Phonon-assisted relaxation among polaritons and dark states: anthracene microcavity

PROBLEM

N identical anthracene molecules couple equally to one cavity mode, resonant with the 0–0 exciton (Tavis–Cummings model, one excitation). Each molecule has its own independent phonon bath. Energies are counted from the bare exciton.

Inputs, all assumed:
N = 10⁵ per mode; T = 300 K
Rabi splitting ħΩ_R = 100 meV
bath ħJ(ω) = πλ(ω/ω_c)·exp(−ω/ω_c), reorganisation energy λ = 6 meV, ħω_c = 25 meV (chosen so that UP empties into the dark states in about 0.1 ps, typical of organic microcavities)
photon lifetime 1/κ = 0.10 ps

Find (a) the rates among upper polariton UP, lower polariton LP and dark reservoir D; (b) the free energies and equilibrium LP/D ratio; (c) the LP/D ratio and the drain time of D with photon loss.

WHY THE FORMULA HOLDS

Basis: photon |c⟩, molecule n excited |n⟩, coupling ħg each. Bright state |B⟩ = Σ|n⟩/√N.
|UP⟩, |LP⟩ = (|c⟩ ± |B⟩)/√2 at ±ħΩ_R/2, Ω_R = 2g√N; weight 1/(2N) on each molecule.
N − 1 dark states |d⟩ = Σ c_dn|n⟩, orthogonal to |B⟩, at energy 0. Normalisation: Σ_n|c_dn|² = 1. Completeness: Σ_d|c_dn|² = 1 − 1/N.

Bath coupling V = Σ|n⟩⟨n|X_n, with ⟨X_n(t)X_m(0)⟩ = δ_nm C(t). Independence removes all cross terms from the golden rule:
Γ(α→β) = k(ω)·Σ_n|c_αn|²|c_βn|², ħω = E_α − E_β,
k(ω) = ħ⁻²∫dt e^(iωt)C(t).
Linear coupling X = ħΣ g_j(b_j + b_j†), J(ω) = πΣ g_j²δ(ω − ω_j), λ = (ħ/π)∫₀^∞ J/ω dω:
k(ω) = 2J(ω)[n̄(ω) + 1] for ω > 0 (n̄ the Bose factor), k(−ω) = k(ω)·exp(−ħω/kT).

Overlap sums:
UP → all D: N·(1/2N)(1 − 1/N), so Γ = k(Ω_R/2)(N − 1)/(2N)
one d → LP: (1/2N)·1, so Γ = k(Ω_R/2)/(2N), in any dark basis
UP → LP: N·(1/2N)², so Γ = k(Ω_R)/(4N)
Every polariton–dark or polariton–polariton pair costs 1/N; only the N − 1 final states of D repay it.

SOLUTION

kT = 25.85 meV, ħ = 0.6582 meV ps. Three figures are carried for the arithmetic only.

(a) At 50 meV: ħJ = π·6·2·e⁻² = 5.10 meV; exp(−50/25.85) = 0.1446; n̄ + 1 = 1.169; ħk = 11.9 meV; k = 18.1 ps⁻¹.
At 100 meV: ħJ = π·6·4·e⁻⁴ = 1.38 meV; n̄ + 1 = 1.021; ħk = 2.82 meV; k = 4.29 ps⁻¹.

UP → D: 9.06 ps⁻¹, τ = 0.11 ps (fixed by the choice of bath)
d → LP: 9.06×10⁻⁵ ps⁻¹, τ = 11 ns
UP → LP: 1.07×10⁻⁵ ps⁻¹, τ = 93 ns
LP → D: 9.06 × 0.1446 = 1.31 ps⁻¹, τ = 0.76 ps
d → UP: 1.31×10⁻⁵ ps⁻¹
Direct UP → LP is 1.2×10⁻⁶ of UP → D.

(b) All dark states leave at the same rate, so D acts as one level with population P_D. Balance of LP ⇌ D:
P_D/P_LP = Γ(LP→D)/Γ(d→LP) = (N − 1)·exp(−ħΩ_R/2kT) = exp[−(F_D − F_LP)/kT],
F_D = −kT ln(N − 1), F_LP = −ħΩ_R/2.
k has cancelled. F_D = −25.85 × 11.51 = −298 meV, F_LP = −50 meV: D lies 248 meV below LP.
P_LP/P_D = 6.9×10⁻⁵.
D is below LP when kT ln(N − 1) > ħΩ_R/2, here N > 1 + exp(50/25.85) = 7.9. At N = 10⁵ LP would win only for ħΩ_R > 595 meV.

(c) Each polariton is half photon and leaks at κ/2 = 5.0 ps⁻¹. Both follow D quasi-statically; feeding of LP from UP is of order 1/N².
P_LP/P_D = 9.06×10⁻⁵/(5.0 + 1.31) = 1.4×10⁻⁵, a factor 4.8 below equilibrium.
Drain of D through LP: 9.06×10⁻⁵ × 5.0/6.31 = 7.18×10⁻⁵ ps⁻¹.
Through UP: 1.31×10⁻⁵ × 5.0/14.06 = 0.47×10⁻⁵ ps⁻¹.
Sum 7.65×10⁻⁵ ps⁻¹, τ = 13 ns. Other decay of the dark excitons (typical crystal fluorescence lifetime of order 10 ns) was left out and is as fast.

SIZE OF WHAT WAS NEGLECTED

Markov limit: ħΓ(UP→D) = 6.0 meV is 0.24 of ħω_c, so this rate holds to tens of per cent.
Relaxation of a localised dark state by up to λ changes the Boltzmann factor by exp(6/25.85) = 1.26.
Exciton band: the crystal's Davydov splitting, typically about 25 meV, is half the D–LP gap, so D is not degenerate. A gap of 25 or 75 meV multiplies k by 1.9 or 0.50.
Vibronic replica: the typical 1400 cm⁻¹ (174 meV) mode with typical Huang–Rhys factor about 1 gives a 0–1 line coupled as strongly (50 meV) as 0–0. The 3×3 matrix (photon, 0–0, 0–1) moves LP to −56 meV and UP to +41 meV.
None of these shifts approaches the 248 meV margin in (b); the rates are uncertain by a factor of about two.

All numbers are the model's. The weakest input is N. In a planar cavity N is the ratio of molecules to photon modes. A crude count for a neat crystal, with typical density 4.2 nm⁻³, wavelength 400 nm and index 1.8, is 4.2 nm⁻³ × (400 nm/3.6)³ = 5.8×10⁶, which is 58 times larger. With Ω_R and the bath unchanged, UP → D stays at 0.11 ps, F_D moves only to −402 meV, and d → LP slows to 0.64 μs. For a neat crystal N = 10⁵ therefore overstates this feeding of LP by one to two orders of magnitude.